**Student:** I have four quasielastic half widths $w$ for dilute H (H/Pd $=0.01$, assumed) in a Pd single crystal at 623 K. They were made for the exercise, on a scale chosen to be typical of this system, each $\pm10\ \mu$eV, with $\mathbf Q=(2\pi/a)(h,k,l)$. Why not fit $\hbar DQ^2$?

| $(hkl)$ | $w$ ($\mu$eV) | $f_O$ | $f_T$ | $f_2$ |
|---|---|---|---|---|
| $(\frac12 00)$ | 150 | 2/3 | 1/3 | 2/3 |
| $(100)$ | 320 | 4/3 | 2/3 | 0 |
| $(\frac12\frac12\frac12)$ | 240 | 1 | 1 | 2 |
| $(\frac34\frac34\frac34)$ | 110 | 1/2 | 1.707 | 1 |

**Lecturer:** Your largest $Q$ has the narrowest line. Follow Chudley and Elliott: instantaneous, uncorrelated jumps along $z$ equivalent vectors $\mathbf l$ of a Bravais lattice, mean residence time $\tau$:
$$\dot P(\mathbf r)=\frac1{z\tau}\sum_{\mathbf l}[P(\mathbf r+\mathbf l)-P(\mathbf r)].$$
The spatial transform decays as $e^{-\Gamma|t|}$, so, classically ($k_BT=54$ meV $\gg w$) and apart from a Debye–Waller factor,
$$S_{\rm inc}=\frac1\pi\frac{\Gamma}{\omega^2+\Gamma^2},\qquad w=\hbar\Gamma=\frac\hbar\tau f,\qquad f=1-\frac1z\sum_{\mathbf l}e^{i\mathbf Q\cdot\mathbf l}.$$
$f$ vanishes at reciprocal vectors of the site lattice. In a cubic crystal $\Gamma\to DQ^2$ at small $Q$, with $D=l^2/6\tau$.

**Student:** You have presupposed the site.

**Lecturer:** We test two, with $c_h=\cos\pi h$ and so on. Octahedral sites form an fcc lattice with twelve jumps $\frac a2\langle110\rangle$: $f_O=1-\frac13(c_hc_k+c_kc_l+c_lc_h)$. Tetrahedral sites have six jumps $\frac a2\langle100\rangle$: $f_T=1-g$, $g=\frac13(c_h+c_k+c_l)$.

**Student:** Two tetrahedral sites per primitive cell means two Lorentzians.

**Lecturer:** Up to two. With phases from the true positions the jump matrix is $\tau^{-1}\begin{pmatrix}1&-g\\-g&1\end{pmatrix}$, with eigenvalues $(1\mp g)/\tau$. For $m$ equally occupied sites a unit eigenvector $u$ has weight $|\sum_i u_i|^2/m$, here 1 for $(1,1)/\sqrt2$ and 0 for $(1,-1)/\sqrt2$. The sites form a simple cubic lattice, so one line survives. Now fit.

**Student:** Least squares: $\hbar/\tau=\sum fw/\sum f^2$, error $\sigma/\sqrt{\sum f^2}$. Octahedral: $821.7/(125/36)=236.6\pm5.4\ \mu$eV, $\chi^2=1.6$ for three degrees of freedom. Tetrahedral: 155 $\mu$eV, $\chi^2=877$. So octahedral, and with $\hbar=658.2\ \mu$eV ps, $\tau=2.78\pm0.06$ ps, or 2.3%.

**Lecturer:** For $D$ use the typical room-temperature $a=3.89$ Å. The compiled expansion coefficient $11.8\times10^{-6}$/K at 293 K (Kaye and Laby Online), held constant over 330 K, adds 0.39%: $a\approx3.91$ Å, $l=a/\sqrt2=2.76$ Å. The model gives
$$D=\frac{a^2}{12\tau}=(4.6\pm0.1)\times10^{-5}\ \text{cm}^2/\text{s}.$$

**Student:** A small $\chi^2$ doesn't prove uniqueness.

**Lecturer:** No. Along $[h00]$, $f_O=\frac23(1-c_h)=2f_T$. Tetrahedral jumps with $\tau_T=\tau/2$ give identical widths and the same $D=a^2/24\tau_T$. Small $Q$ fixes only $l^2/\tau$. The $[hhh]$ points decide: $f_O=\sin^2\pi h$ falls to zero at $(111)$, where $f_T=1-c_h$ peaks at 2.

**Student:** And longer jumps among octahedral sites?

**Lecturer:** Add $a\langle100\rangle$ jumps, $f_2=1-\frac13(\cos2\pi h+\cos2\pi k+\cos2\pi l)$, with $w=E_1f_O+E_2f_2$ and $E_i=\hbar\times$ total rate. The normal matrix $N_{ij}=\sum f_if_j$ has $N_{11}=125/36$, $N_{12}=53/18$, $N_{22}=49/9$, and the covariance is $\sigma^2N^{-1}$. It gives $E_1=239\pm7$ and $E_2=-2\pm6\ \mu$eV, consistent with none. Since $l^2$ doubles, $D=a^2(E_1+2E_2)/12\hbar$, and its error, covariance included, grows to 3.7%. The 2.3% was conditional on a single jump type.

**Student:** Is that the whole budget?

**Lecturer:** Only the statistical part. Correlations from site blocking are of order the occupancy, 1%. A flight at the thermal speed $\sqrt{k_BT/m_p}=23$ Å/ps over $l$ lasts 0.12 ps, or 4% of $\tau$. That neglected time rivals the statistical error, so quote $\tau\approx2.8$ ps. A passage through a tetrahedral site on that time scale stays unresolved: these widths fix where H rests, not the path it takes.